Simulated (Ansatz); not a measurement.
## SiH2Cl− (SMILES [SiH2-]Cl): the energy, rung by rung

SiH2Cl−: 4 atoms, total charge -1, spin state singlet. As SMILES, `[SiH2-]Cl`. Geometry: relaxed at GFN2-xTB.

```
atom    x (Å)    y (Å)    z (Å)
  Si  -0.4879   0.4312   0.2539
  Cl   1.6721  -0.1225   0.7745
   H  -0.9711  -0.9776   0.1654
   H  -0.2132   0.6688  -1.1938
```

Each level gives the energy change with the Si1–H4 bond stretched from 1.493 to 2.239 Å (eV). The values are calculated.

```tsv
level	kind	program	value (eV)
HF/STO-3G (restricted)	Hartree–Fock	Ansatz	3.15
SVWN5/STO-3G (restricted)	LDA	Ansatz	2.19
BLYP/STO-3G (restricted)	GGA	Ansatz	1.94
PBE/STO-3G (restricted)	GGA	Ansatz	2.04
revPBE/STO-3G (restricted)	GGA	Ansatz	1.98
r2SCAN/STO-3G (restricted)	meta-GGA	Ansatz	2.22
B3LYP/STO-3G (restricted)	global hybrid	Ansatz	2.25
BHLYP/STO-3G (restricted)	global hybrid	Ansatz	2.67
PBE0/STO-3G (restricted)	global hybrid	Ansatz	2.41
r2SCAN0/STO-3G (restricted)	hybrid meta-GGA	Ansatz	2.51
```

Sets without diffuse functions describe the anion poorly. The first shape isn't each level's own minimum. The values span 1.94 to 3.15 eV. All rows use very small basis sets, so even the best lies far from the true value.

Stretching the Si–H bond costs the most in Hartree–Fock, at 3.15 eV, and the least in BLYP, at 1.94 eV. Admixing exact exchange raises the cost within every family: from BLYP through B3LYP to BHLYP, from PBE to PBE0, and from r2SCAN to r2SCAN0. The semilocal rows don't follow the ladder as simply, since LDA lies above all three GGAs and almost level with r2SCAN.

As the bond lengthens, the σ and σ* orbitals approach each other and left-right correlation grows. A restricted single determinant keeps the bonding pair in one orbital and retains too much ionic character, an error that semilocal exchange probably offsets in part by mimicking this correlation. The spread therefore reflects how each method treats a partly broken bond more than any uncertainty about the bond near equilibrium.

The agreement among the GGAs is no evidence of accuracy, as they share much the same exchange description. Nor is the stretch energy a dissociation energy, and it doesn't settle whether the hydrogen would leave as an atom or as hydride.
